**Forecasting the basis error of a chromium pseudo-atom**

The 3d level of this PBE pseudopotential lies above its value at 400 Ry by 123.3 mRy at a cutoff of 50 Ry, by 5 mRy at 80 Ry and by 0.2 mRy at 100 Ry. The semicore 3s and 3p levels are already within about 2 mRy at 50 Ry, so d is 60 to 74 times worse there, although it has the largest radius.

Levels of the Cr pseudo-atom from ld1.x 7.5 (scalar-relativistic PBE) in spherical Bessel functions (20 bohr box, fixed reference potential), less their values at 400 Ry. The separable Troullier-Martins potential has valence 3s2 3p6 3d5 4s0.75 4p0.25, radii of 1.4 (s), 1.45 (p) and 1.55 bohr (d), a smoothed all-electron local part and a core correction.

| cutoff (Ry) | sum of levels error (mRy) | lowest s level excess (mRy) | lowest p level excess (mRy) | lowest d level excess (mRy) | lowest f level excess (mRy) |
| --- | --- | --- | --- | --- | --- |
| 10 | 10940 | 140.0 | 1544 | 273.8 | 0 |
| 15 | 6296 | 45.73 | 804.8 | 273.2 | 0 |
| 21 | 3821 | 40.33 | 396.0 | 272.1 | 0 |
| 30 | 1960 | 24.53 | 93.81 | 269.4 | 0 |
| 40 | ? | ? | ? | ? | ? |
| 50 | 632.3 | 1.67 | 2.04 | 123.3 | 0 |
| 60 | ? | ? | ? | ? | ? |
| 80 | 28.11 | 0.70 | 0.30 | 4.96 | 0 |
| 100 | 1.735 | 0.07 | 0.08 | 0.22 | 0 |
| 140 | 0.5275 | 0.01 | 0 | 0.10 | 0 |
| 200 | ? | ? | ? | ? | ? |
| 300 | 0 | 0 | 0 | 0 | 0 |

The cutoff $E$ limits the basis of spherical Bessel functions to wave numbers $q\le\sqrt{E}$ ($q$ in 1/bohr, $E$ in Ry). Each excess is the lowest level of that angular momentum less its value at 400 Ry in the same fixed potential. A higher cutoff only adds functions, so by the variational principle no level can rise, and no column does. This brackets every missing value between its neighbours. The excess measures basis convergence alone: it says nothing of agreement with the all-electron atom, of transferability, or of the cutoff that the density and core correction need.

The sum of levels error is weighted by occupation. It equals $2s+6p+5d$ up to a small remainder: at 50 Ry, with the unrounded d excess of 123.26 mRy, $3.34+12.24+616.3=631.88$ against 632.345 mRy. The remainder falls to the only other occupied shells, 4s and 4p. The run warns that these occupied shells have no wave of their own, and the s and p columns follow 3s and 3p.

## 10 to 30 Ry: the d column shows a box state

The d excess barely moves, from 273.8 to 269.4 mRy. The converged d level of the run is $-240.86$ mRy, so the lowest d level lies at $+32.9$ mRy at 10 Ry and $+28.5$ mRy at 30 Ry. It is unbound and hardly responds to a tripled cutoff, which a truncated 3d state would, so it is not the 3d state.

A free particle in a spherical box is the simpler system to compare. In a box of 20 bohr its lowest $l=2$ level is 83.0 mRy and its lowest $l=3$ level 122.1 mRy. Such states are long waves that a 10 Ry basis describes well. The analogy gives the sign, the scale and the indifference to cutoff, but not the value, because the atom's attraction pulls the levels down, to about 30 mRy for d and 89.71 mRy for f. The f column is thus an empty box state whose zeros test nothing about hard f waves. The flat d column is a ceiling: a level cannot show an excess above its binding energy plus the box level. Here that is $240.86+32.9\approx273.8$ mRy, which restates the 10 Ry row, since the box level was read from it, and is not a check. The true 3d error is larger, and the sum understates it in these four rows. The 3p level, bound by 3.37 Ry, is far from its ceiling and carries 85% of the sum at 10 Ry and 62% at 21 Ry; d takes over at 30 Ry with 69%.

## 30 to 80 Ry: the 3d state falls out of the box

At 50 Ry the d level is bound, at $-117.6$ mRy. That radius alone does not order the channels is shown by the columns; the cause is argued from standard atomic physics and not tested here. Size does not order them either: in the run's output all three pseudo-waves are nodeless and peak near 0.8 bohr, and 3d has the longest tail. The 3s and 3p waves are softened by losing their nodes, while the 3d wave had none to remove and must keep the same charge inside 1.55 bohr. A peak at the same radius also costs more short waves as $l$ rises: the wave starts as $q^l$ in momentum space, which moves its weight to higher $q$. Its weak binding is a near balance of large kinetic and potential terms, and a modest loss of short waves unbinds it.

Model A puts this into two steps. Take a Gaussian-like d wave, $\phi(q)\propto q^2e^{-q^2/2E_0}$. Its probability per $dq$ goes as $q^6e^{-q^2/E_0}$, and the kinetic energy beyond the cutoff is $\int q^8e^{-q^2/E_0}dq$, so the 3d excess is taken as
$$D(E)=A\,Q(9/2,\,E/E_0),$$
with $Q$ the normalised upper incomplete gamma function. That the excess is proportional to this tail is an approximation, since potential terms change as well, and $A$ is left free. Second, the 3d state mixes with a box level $B$ through a coupling $V$, and the column shows the lower root,
$$L(D)=\tfrac12(D+B)-\sqrt{\tfrac14(D-B)^2+V^2},$$
less $L(0)$. Weighted least squares on the six known rows from 10 to 80 Ry gives $A=1769$ mRy, $E_0=6.38$ Ry, $B=265.4$ mRy and $V=52.5$ mRy. Four constants on six rows fit to 0.4 mRy, which proves little, and they trade against each other, so none is given a meaning. A normalised Gaussian wave with this $E_0$ would carry $3.5E_0\approx22$ Ry of kinetic energy, over ten times $A$, so $D$ is a fitted shape and not the size of the real kinetic tail.

At 40 Ry, a row outside the fit, $E/E_0=6.27$ and $Q\approx0.185$, so $D\approx327$ mRy, still above $B$. The lower root is then $L(D)\approx235$ mRy, and $L(0)=132.7-\sqrt{132.7^2+52.5^2}=-10.0$ mRy. The excess is about 245 mRy (245.5 with unrounded constants). At 60 Ry the model gives 45.8 mRy.

Model B is empirical: a parabola in $E$ through the logarithm of the excess less 0.10 mRy (the 140 Ry value) at 50, 80 and 100 Ry. It gives 195.1 and 57.2 mRy. The d forecast is the mean of A and B, with a bar of half their spread plus 5% of the mean.

The s and p columns fall unevenly. The slope $d\ln(\text{excess})/dE$ of s is $-0.021$ per Ry between 15 and 21 Ry, $-0.134$ between 30 and 50 Ry and $-0.029$ between 50 and 80 Ry. Theory argues for such steps: near a node of $\phi(q)$ the added functions have nothing to describe and the level rests on a shelf. The known rows are too sparse to place the shelves, so the forecast is a straight line in the logarithm, for example $\sqrt{24.53\times1.67}=6.4$ mRy for s at 40 Ry. The bar is the larger departure of the two parabolas through a third neighbouring row, applied both ways and cut at the bracket.

## 100 to 300 Ry: the matching tail

Model A fails here: 0.44 against 0.22 mRy at 100 Ry, and 0.003 against 0.10 mRy at 140 Ry. The likely cause, not tested here, is the join: a wave matched at its radius with a finite number of continuous derivatives has a slow, oscillating tail that no Gaussian contains. For 200 Ry only the bracket remains, 0.10 mRy above and a printed zero below. The d forecast interpolates the logarithm with that zero read as 0.0025 mRy and allows a factor of 2.5.

The forecasts, in mRy, with f zero throughout:

- 40 Ry: d has left the ceiling, about 220 (184.1–256.5), probably just bound; s 6.4 (4.9–8.4); p 14 (11–18); sum about 1200 (990–1400), roughly nine tenths d.
- 60 Ry: d about 52 (43.2–59.8); s 1.25 (0.8–1.67); p 1.1 (0.65–1.8); sum about 267 (221.7–313.3).
- 200 Ry: d 0.025 (0.01–0.06), weakly founded; s 0–0.01; p 0; sum 0.13 (0.05–0.34), near print resolution.

The withheld rows as computed:

| cutoff (Ry) | sum of levels error (mRy) | lowest s level excess (mRy) | lowest p level excess (mRy) | lowest d level excess (mRy) | lowest f level excess (mRy) |
| --- | --- | --- | --- | --- | --- |
| 40 | 1303 | 5.54 | 18.15 | 236.4 | 0 |
| 60 | 258.9 | 1.54 | 0.45 | 50.56 | 0 |
| 200 | 0.0500 | 0 | 0 | 0.01 | 0 |

## The three rows revealed

At 40 Ry d is 236.4 mRy, inside its range, with the forecast 7% below the computed value. The level is $-4.5$ mRy, bound by a margin so thin that the two-level picture makes it a mixture of 3d and box character. Model A alone was 3.8% high and model B 17.5% low, so averaging cost accuracy here. At 60 Ry the forecast is 2% above the computed 50.56 mRy, but this is a cancellation between A, 9.5% low, and B, 13.2% high; the honest accuracy is that of the bar.

Both nonzero p forecasts miss. At 40 Ry the computed 18.15 mRy lies just above the range, and the forecast is 24% below it. At 60 Ry the computed 0.45 mRy lies under the range, and the forecast is 139% above it. The new rows show the shape that was misjudged. The p slope steepens from $\ln(18.15/93.81)/10=-0.16$ to $\ln(2.04/18.15)/10=-0.22$ per Ry, is still $-0.15$ between 50 and 60 Ry, and only then flattens to $-0.02$ up to 80 Ry. The forecast spread the slow mean fall of 50 to 80 Ry evenly, while 50 Ry was still on the steep flank. For s the shelf sits at 50 to 60 Ry (1.67 to 1.54 mRy), and both s values fall within their ranges, missed by +16% and −19% of the computed values. This is the second s shelf, after the one at 15 to 21 Ry. The first shelves of p and of the bound d level come later, near 60 to 80 and 100 to 140 Ry, in the order of $l$, which suits the $q^l$ argument. Each shelf should sit at a sign change of $\phi(q)$, which a Bessel transform of the pseudo-wave can confirm.

The sums, 1303 and 258.9 mRy, lie in range because d supplies 91% and 98% of them; they are scarcely a separate test. At 200 Ry d is 0.01 mRy, one unit of the last digit, and meets the lower edge of its range only within rounding; the central forecasts of d and of the sum were both about 2.5 times the computed values. The sum of 0.05 mRy is five times that digit, and the zeros of s, p and f followed almost wholly from the bracket.

From 30 to 200 Ry the d term is the largest part of the sum in every row, and the sum first drops below 2 mRy at 100 Ry. A flat stretch is no proof of convergence: it may be a ceiling, exposed by a positive level, or a shelf with another drop behind it. By the same physics a more compact 3d shell at this radius should bind at a higher cutoff, and a larger d radius should lower the cutoffs; an inverse-square scaling with the radius is only a rough guide, since the shell itself stays compact. The settings of this potential were drawn at random, so it is an example and not a recommendation; in the run's own test it misses the all-electron first ionisation energy by about 0.35 eV. The atom here is spherical and without spin polarisation, so its 3d level is not that of the high-spin atom, and atomic level errors bound the error in a solid without giving it.
